How large does rocksalt tantalum nitride want to be, and how much does the answer depend on the density functional? With the atoms held in one fixed cell, the pressure shows what each functional would do if it were free to choose. A positive value means that the crystal pushes outward and would expand; a negative one means that it would shrink. The choice of functional moves this pressure by about 22 GPa, which corresponds to roughly 2% of the cell edge.

Ansatz 0.2.0, plane-wave DFT with PAW potentials and no dispersion correction, for rocksalt TaN in a fixed two-atom cell (cubic edge 4.358 Å). All runs are without spin polarization, with cutoffs of 420 eV (waves) and 1680 eV (density), an unshifted 13×13×13 k mesh and Fermi–Dirac smearing of 0.1 eV. Pressure is positive in compression.

| functional | pressure (GPa) |
| --- | --- |
| LDA | -2.440 |
| PBE | 14.600 |
| PBEsol | 4.480 |
| revPBE | 18.140 |
| RPBE | 19.500 |

**Reading the pressure as a length**

A spring clamped between two plates is a useful simpler system: the force on the plates is the stiffness times the mismatch between the rest length and the gap. For a cubic crystal the matching rule is $\delta a/a \approx P/(3B)$, where $a$ is the cell edge, $P$ the pressure and $B$ the bulk modulus. With $B$ roughly recalled as 300 to 400 GPa, each gigapascal is worth about 0.1% of the edge. The comparison holds for small mismatches only, because a crystal stiffens as it is squeezed, and it ignores that each functional has a somewhat different stiffness.

**Why the order is what it is**

LDA sees only the local density. The other four functionals also see how fast the density varies, through the reduced gradient $s$. When the cell expands, the density between the atoms thins out and $s$ grows there. Gradient-corrected exchange rewards this with a lower energy, so it pushes the crystal outward. The reward is set by a factor $F(s)$ that multiplies the LDA exchange energy, and the push goes roughly as $s\,dF/ds$.

PBE, revPBE and RPBE share the same correlation and the same initial rise of $F$, $\mu s^2$. They differ in how soon the rise flattens towards a ceiling. With $x=\mu s^2/\kappa$, where $\kappa$ sets PBE's ceiling, the push at small $x$ is proportional to $1-2x$ in PBE and to $1-x$ in RPBE. In revPBE the ceiling is higher, PBE's $\kappa$ being about 0.65 of revPBE's, which gives $1-1.3x$. RPBE therefore gains $x$ over PBE and revPBE gains $0.7x$, so the RPBE step should be about 1.4 times the revPBE step.

The computed revPBE step is 3.54 GPa, so the estimate for RPBE is $14.6+1.4\times3.54\approx19.6$ GPa. The calculation gives 19.5 GPa, a value that was not used in the estimate. The agreement supports the view that the steps come from how soon each curve flattens. It does not single out the $s\,dF/ds$ rule, because $F$ itself leads to the same ratio at small $x$. Nor does it measure $s$: the predicted ratio hardly changes up to $s=1$, and at $s=1.5$ the estimate falls to 18.9 GPa.

**Where exchange alone fails**

The same reasoning, scaled to the shift from LDA to PBE, puts PBEsol at about 8 to 9 GPa, whereas the calculation gives 4.5 GPa. A likely part of the reason is the gradient term in correlation, which acts against expansion. In PBE the two gradient terms are built to cancel at small $s$. In PBEsol the exchange coefficient falls to 56% of PBE's value but the opposing correlation coefficient only to 69%, so at small $s$ correlation should win and the net push should turn slightly inward. At $s=1$ the argument is weaker: PBE's curve has flattened more than PBEsol's, and PBEsol keeps about 68% of PBE's exchange push. These runs do not separate the two contributions to the pressure, so the explanation remains an expectation from theory.

**What to choose**

The table has no reference value, so it ranks the functionals by preferred size and not by accuracy. General experience with solids has to fill the gap. LDA tends to make cells too small and PBE somewhat too large. PBEsol was built for the lattice constants of solids and is the natural first choice for the structure of a nitride film. revPBE and RPBE were designed with molecular and adsorption energies in mind, and they usually stretch solids further than PBE.

If differences of about 2% in the cell edge do not matter for the purpose, the choice among the five hardly matters for the structure, though it can still matter for energies. If a lattice mismatch below 1% decides whether a film fits its substrate, the choice can matter, because PBEsol and PBE alone differ by nearly that much in the film's own edge. Film and substrate should be relaxed with the same functional, so that part of this shift can cancel in the mismatch. Switching from revPBE to RPBE changes the edge by only about 0.1%.

One mistake to avoid is mixing levels. A cell relaxed with PBEsol and then used with PBE would carry a built-in pressure of about 10 GPa, which could be mistaken for a real film stress. Relax the cell with the functional that will be used afterwards, and measure strain from that functional's own zero-pressure cell.

**What to check, and what it costs**

The stress in these runs is only loosely converged, and no test of the plane-wave cutoff is at hand. Too low a cutoff would be expected to shift all five pressures by similar amounts, so it threatens the sign of LDA's small pressure more than the steps between functionals. All five runs also share one set of atomic data, and a core-energy correction appears for every functional except PBE. This points to data generated with PBE and reused for the others, with an untested effect on the pressure. Energies at five to seven volumes, repeated at a higher cutoff, would test the stress.

Cost should not decide between these functionals: they belong to the same class of method, and each run converged in 6 or 7 iterations. The real expense is the set of volumes, several times the work of a single run. The analysis printed below gives the steps and the edge estimates for each functional.

The analysis program printed:

```
step LDA to PBEsol in GPa: 6.92
step PBEsol to PBE in GPa: 10.12
step PBE to revPBE in GPa: 3.54
step revPBE to RPBE in GPa: 1.36
whole spread LDA to RPBE in GPa: 21.94
shift LDA to PBE in GPa: 17.04
PBEsol shift from LDA as a fraction of the PBE shift: 0.4061
computed ratio of RPBE step to revPBE step both from PBE: 1.384
model ratio at s 0.5: 1.406
model ratio at s 1.0: 1.363
model ratio at s 1.5: 1.22
RPBE pressure predicted from PBE and revPBE at s 0.5 in GPa: 19.58
RPBE pressure predicted from PBE and revPBE at s 1.0 in GPa: 19.43
RPBE pressure predicted from PBE and revPBE at s 1.5 in GPa: 18.92
PBEsol pressure if exchange alone acted at s 0.5 in GPa: 7.703
PBEsol pressure if exchange alone acted at s 1.0 in GPa: 9.232
exchange gradient coefficient PBEsol over PBE: 0.5624
correlation gradient coefficient PBEsol over PBE: 0.6866
rough change of cell edge to reach zero pressure:
     row    GPa  percent_if_B_300  percent_if_B_400
     LDA  -2.44           -0.2752           -0.2056
     PBE   14.6             1.493             1.142
  PBEsol   4.48            0.4846            0.3659
  revPBE  18.14             1.822             1.399
    RPBE   19.5             1.945             1.496
rough edge change per GPa at B 350 in percent: 0.09524
```
